**Breit and QED shares in the 3d⁷ levels of Sb²⁶⁺ against a count of 3d₃/₂→3d₅/₂ promotions**

The table holds the excitation energies of the 18 excited 3d⁷ levels from radial Dirac CI on exchange-only KLI orbitals, with the first-order shares of the zero-frequency Breit term and of a model QED potential. The program diagonalises the Coulomb and spin-orbit operators in d⁷ with F², F⁴ and ζ of the same calculation, which gives each level's mean number of promotions Δn relative to the ground level. The QED share follows qΔn with q = 250 cm⁻¹ and an rms residual of 8 cm⁻¹, between the anomalous-moment estimates of 198 cm⁻¹ (screened ζ) and 261 cm⁻¹ (bare nucleus), while sums over levels of one J give 231 to 242 cm⁻¹. The Breit share is not described by Δn alone (rms 1326 cm⁻¹); adding J(J+1) and a contact term gives 348 cm⁻¹, adding ⟨(L+2S)²⟩ and a contact term gives 639 cm⁻¹, and the contact coefficient changes sign between the two.

Levels of Sb26+ (closed core [Ne]) from radial Dirac CI 1: relativistic CI on Dirac orbitals in exchange-only KLI potentials, optimised for each configuration, with unscaled Slater integrals and no correlation estimate. Energies are relative to 3s2 3p6 3d7 4F J = 9/2; the shares of the zero-frequency Breit term and the model QED potential are first-order.

## Program and output

```python
# Table: 18 excited 3d7 levels of Sb26+, radial Dirac CI (exchange-only KLI orbitals, zero-frequency
# Breit, model QED): excitation energies and first-order Breit and QED shares, cm-1.
# Tested: QED share = q * (3d3/2->3d5/2 promotions); Breit share = promotions + two-electron terms.
T = {
    'level_configuration': ['3s2 3p6 3d7', '3s2 3p6 3d7', '3s2 3p6 3d7', '3s2 3p6 3d7', '3s2 3p6 3d7', '3s2 3p6 3d7', '3s2 3p6 3d7', '3s2 3p6 3d7', '3s2 3p6 3d7', '3s2 3p6 3d7', '3s2 3p6 3d7', '3s2 3p6 3d7', '3s2 3p6 3d7', '3s2 3p6 3d7', '3s2 3p6 3d7', '3s2 3p6 3d7', '3s2 3p6 3d7', '3s2 3p6 3d7'],
    'level_term': ['2P', '4F', '4F', '4F', '2G', '4P', '4P', '2H', '2G', '2D', '4P', '2F', '2P', '2H', '2F', '2D', '2D', '2D'],
    'level_j': ['3/2', '5/2', '7/2', '3/2', '9/2', '5/2', '1/2', '11/2', '7/2', '5/2', '3/2', '5/2', '1/2', '9/2', '7/2', '3/2', '3/2', '5/2'],
    'level_excitation': [59318, 69547, 70388, 111870, 119440, 120670, 137270, 157180, 165400, 193730, 196930, 217470, 223540, 230360, 264370, 268250, 343570, 367960],  # cm⁻¹
    'level_breit_share': [2280.4, 1070.8, -1463.1, -335.5, -2325.2, -677.0, -434.2, -4205.0, -2717.1, -2662.0, -2530.9, -446.8, -3221.0, -5779.8, -4230.2, -2314.0, -2858.6, -2582.5],  # cm⁻¹
    'level_qed_share': [-14.6, 72.5, 233.7, 248.3, 197.6, 237.8, 216.3, 220.2, 277.4, 404.0, 439.4, 190.1, 459.0, 459.5, 391.6, 405.7, 492.6, 427.7],  # cm⁻¹
    'ls_weight': [44, 44, 94, 50, 54, 70, 58, 100, 80, None, 43, 84, 58, 71, 83, None, None, None],  # %
}
import numpy as np
from itertools import combinations
from fractions import Fraction
from sympy.physics.wigner import wigner_3j as w3
from scipy.constants import alpha, physical_constants as pc
# further outputs of the same run: F2, F4, zeta (cm-1), <r^-3> (bohr^-3), Lande g in table order
F2, F4, zeta, r3, Z = 355735.2, 228680.2, 34052.87, 150.634, 51
grun = np.array([1.147, 1.170, 1.216, 0.912, 1.090, 1.431, 1.830, 1.087, 0.938, 1.187, 1.195, 0.909, 1.498, 0.968, 1.104, 0.956, 0.834, 1.169])
J = np.array([float(Fraction(str(x))) for x in T["level_j"]])
E, B, Q = (np.array(T[k], float) for k in ("level_excitation", "level_breit_share", "level_qed_share"))
lab = [f"{t} {j}" for t, j in zip(T["level_term"], T["level_j"])]
dets = list(combinations(range(10), 7)); ix = {d: i for i, d in enumerate(dets)}
def lift(h):  # one-electron operator -> d7 determinant basis
    M = np.zeros((120, 120))
    for d in dets:
        for a, q in enumerate(d):
            rest = d[:a] + d[a+1:]
            for p in range(10):
                if h[p, q] != 0 and p not in rest:
                    n = tuple(sorted(rest + (p,))); M[ix[n], ix[d]] += (-1)**(a + n.index(p)) * h[p, q]
    return M
m = np.arange(-2, 3); lz = np.diag(m * 1.0); lp = np.diag(np.sqrt(6.0 - m[:-1] * (m[:-1] + 1)), -1)
sz = np.diag([-.5, .5]); sp = np.array([[0., 0.], [1., 0.]]); kr = np.kron
Lz, Lp, Sz, Sp = lift(kr(lz, np.eye(2))), lift(kr(lp, np.eye(2))), lift(kr(np.eye(5), sz)), lift(kr(np.eye(5), sp))
ls = lift(kr(lz, sz) + .5 * (kr(lp, sp.T) + kr(lp.T, sp)))
sq = lambda z, p: z @ z + .5 * (p @ p.T + p.T @ p)
def G(k):  # sum over pairs of C^k.C^k, up to a constant
    C = [lift(kr(np.array([[float((-1)**abs(a) * 5 * w3(2, k, 2, 0, 0, 0) * w3(2, k, 2, -a, q, b)) for b in range(-2, 3)] for a in range(-2, 3)]), np.eye(2))) for q in range(-k, k + 1)]
    return .5 * sum(c @ c.T for c in C)
G2, G4 = G(2), G(4); s = np.where(abs(np.diag(Lz + Sz) - .5) < 1e-9)[0]; cut = lambda A: A[np.ix_(s, s)]
w, V = np.linalg.eigh(cut(F2 * G2 + F4 * G4 + zeta * ls)); ev = lambda A: np.diag(V.T @ cut(A) @ V)
Jm = np.round(np.sqrt(4 * ev(sq(Lz + Sz, Lp + Sp)) + 1) - 1) / 2
pool = {j: [i for i in range(1, 19) if Jm[i] == j] for j in set(Jm)}; o = [pool[j].pop(0) for j in J]
n = ev((ls + 10.5 * np.eye(120)) / 2.5) - 3; rel = lambda x: x[o] - x[0]
dn, dmu, dD, Em = rel(n), rel(ev(sq(Lz + 2 * Sz, Lp + 2 * Sp))), rel(ev(5 * G2 + 9 * G4)), rel(w)
gm = 2 * ev(Lz + 2.0023 * Sz)[o]; dJ = J * (J + 1) - 4.5 * 5.5; rms = lambda r: np.sqrt(np.mean(r**2))
def fit(name, y, *x):
    A = np.array(x).T; c = np.linalg.lstsq(A, y, rcond=None)[0]; r = y - A @ c; k = np.argmax(abs(r))
    print(f"{name}: coefficients {' '.join(f'{v:.4g}' for v in c)}; rms {rms(r):.1f}, worst {lab[k]} at {E[k]:.0f}: {r[k]:+.1f}")
    return c, r
print(f"d7 model, no fit: ground J {Jm[0]}, ground promotions n0 {n[0]:.3f}; energies in cm-1, rounding of shares 0.05")
print(f"energy rms vs table {rms(E-Em):.0f} (largest {100*max(abs(E-Em)/E):.1f}%), vs table less Breit and QED {rms(E-B-Q-Em):.0f}; largest g difference {max(abs(gm-grun)):.3f}")
cq, rq = fit("QED = q dn", Q, dn); ce, rE = fit("QED = c E", Q, E); fit("QED = q dn + c E", Q, dn, E)
cb, r1 = fit("Breit = b dn", B, dn); fit("Breit = b dn + m d(L+2S)^2", B, dn, dmu)
c3, r3b = fit("Breit = b dn + m d(L+2S)^2 + c d(contact)", B, dn, dmu, dD)
fit("Breit = b dn + m dJ(J+1) + c d(contact)", B, dn, dJ, dD)
print("level       E_table E_model g_run g_model   dn  dmu2 dcont    QED  resid   Breit  resid")
for i in range(len(E)):
    print(f"{lab[i]:8s} {E[i]:9.0f} {Em[i]:7.0f} {grun[i]:5.2f} {gm[i]:6.2f} {dn[i]:6.2f} {dmu[i]:5.1f} {dD[i]:5.2f} {Q[i]:6.1f} {rq[i]:+6.1f} {B[i]:7.0f} {r3b[i]:+6.0f}")
Q11 = Q[J == 5.5][0]
for j in (.5, 1.5, 2.5, 3.5):  # block sums need no eigenvectors: sum = q(N - k n0), J=11/2 gives q(1 - n0)
    N, k = round(n[Jm == j].sum()), int((Jm == j).sum())
    print(f"J {j}: {k} levels, {N} promotions, QED sum {Q[J==j].sum():.1f}, q {(Q[J==j].sum()-k*Q11)/(N-k):.1f}")
print(f"J 4.5 with ground: QED sum {Q[J==4.5].sum():.1f} against 3 x (J 11/2 share) {3*Q11:.1f}")
u = alpha**2 / 2 * r3 * 2 * pc["Rydberg constant"][0] / 100; qs, qb = alpha/np.pi*2.5*zeta, alpha/np.pi*2.5*u*Z
print(f"5/2 zeta {2.5*zeta:.0f}; zeta per unit charge {u:.0f}, effective charge {zeta/u:.1f} of Z {Z}")
print(f"(alpha/pi)(5/2)zeta: run zeta {qs:.1f}, bare nucleus {qb:.1f}; fitted q is {cq[0]/qs:.2f} and {cq[0]/qb:.2f} times these")
one = (dn > .5) & (dn < 1.3)
print(f"{one.sum()} levels with dn 0.5-1.3: QED {Q[one].min():.0f} to {Q[one].max():.0f}, Breit {B[one].min():.0f} to {B[one].max():.0f}")
print(f"largest share of excitation: Breit {100*max(abs(B)/E):.2f}%, QED {100*max(abs(Q)/E):.2f}%; rms Breit/rms QED {rms(B)/rms(Q):.1f}")
assert Jm[0] == 4.5 and rms(rq) < rms(rE)
assert 0.95 * qs < cq[0] < 1.05 * qb
assert all((B > 0) == (dn < .5))
```

Running it gives:

```
d7 model, no fit: ground J 4.5, ground promotions n0 0.128; energies in cm-1, rounding of shares 0.05
energy rms vs table 4425 (largest 8.1%), vs table less Breit and QED 4173; largest g difference 0.076
QED = q dn: coefficients 250; rms 8.2, worst 4F 5/2 at 69547: -19.8
QED = c E: coefficients 0.001558; rms 86.1, worst 2F 5/2 at 217470: -148.7
QED = q dn + c E: coefficients 255.3 -3.569e-05; rms 8.0, worst 4F 5/2 at 69547: -19.3
Breit = b dn: coefficients -1824; rms 1326.0, worst 2H 11/2 at 157180: -2613.7
Breit = b dn + m d(L+2S)^2: coefficients -3438 -82.22; rms 654.0, worst 2H 11/2 at 157180: -1133.1
Breit = b dn + m d(L+2S)^2 + c d(contact): coefficients -3306 -82.98 -139.3; rms 639.0, worst 2D 5/2 at 367960: +1078.8
Breit = b dn + m dJ(J+1) + c d(contact): coefficients -3124 -123.4 74.08; rms 347.7, worst 4P 1/2 at 137270: -628.2
level       E_table E_model g_run g_model   dn  dmu2 dcont    QED  resid   Breit  resid
2P 3/2       59318   64149  1.15   1.12   0.00 -35.7  1.06  -14.6  -15.6    2280   -520
4F 5/2       69547   71987  1.17   1.16   0.37 -27.9  0.84   72.5  -19.8    1071    +92
4F 7/2       70388   68904  1.22   1.22   0.93 -15.8 -0.30  233.7   +1.5   -1463   +251
4F 3/2      111870  112258  0.91   0.94   1.00 -35.7  0.11  248.3   -1.3    -336    +23
2G 9/2      119440  119128  1.09   1.09   0.78 -11.6  1.35  197.6   +1.8   -2325   -510
4P 5/2      120670  121108  1.43   1.45   0.93 -21.8 -0.32  237.8   +5.7    -677   +537
4P 1/2      137270  141671  1.83   1.91   0.90 -37.4  0.40  216.3   -7.6    -434   -521
2H 11/2     157180  156049  1.09   1.09   0.87   0.9  1.72  220.2   +2.1   -4205  -1007
2G 7/2      165400  166290  0.94   0.94   1.13 -27.4  1.65  277.4   -3.9   -2717  -1042
2D 5/2      193730  197204  1.19   1.19   1.58 -28.2  1.44  404.0   +7.8   -2662   +436
4P 3/2      196930  198702  1.20   1.20   1.74 -34.2  0.35  439.4   +5.1   -2531   +425
2F 5/2      217470  220837  0.91   0.91   0.78 -34.1  1.76  190.1   -4.6    -447   -460
2P 1/2      223540  229116  1.50   1.43   1.85 -38.8  0.91  459.0   -3.2   -3221   -203
2H 9/2      230360  229233  0.97   0.98   1.83 -17.7  1.68  459.5   +1.1   -5780   -955
2F 7/2      264370  268306  1.10   1.11   1.56 -22.1  1.67  391.6   +0.9   -4230   -661
2D 3/2      268250  272895  0.96   0.98   1.69 -37.4  1.63  405.7  -16.1   -2314   +386
2D 3/2      343570  354885  0.83   0.83   1.93 -38.6  4.03  492.6   +9.0   -2859   +896
2D 5/2      367960  376628  1.17   1.18   1.70 -29.4  3.48  427.7   +2.7   -2582  +1079
J 0.5: 2 levels, 3 promotions, QED sum 675.3, q 234.9
J 1.5: 5 levels, 7 promotions, QED sum 1571.4, q 235.2
J 2.5: 5 levels, 6 promotions, QED sum 1332.1, q 231.1
J 3.5: 3 levels, 4 promotions, QED sum 902.7, q 242.1
J 4.5 with ground: QED sum 657.1 against 3 x (J 11/2 share) 660.6
5/2 zeta 85132; zeta per unit charge 880, effective charge 38.7 of Z 51
(alpha/pi)(5/2)zeta: run zeta 197.7, bare nucleus 260.7; fitted q is 1.26 and 0.96 times these
8 levels with dn 0.5-1.3: QED 190 to 277, Breit -4205 to -336
largest share of excitation: Breit 3.84%, QED 0.33%; rms Breit/rms QED 8.3
```
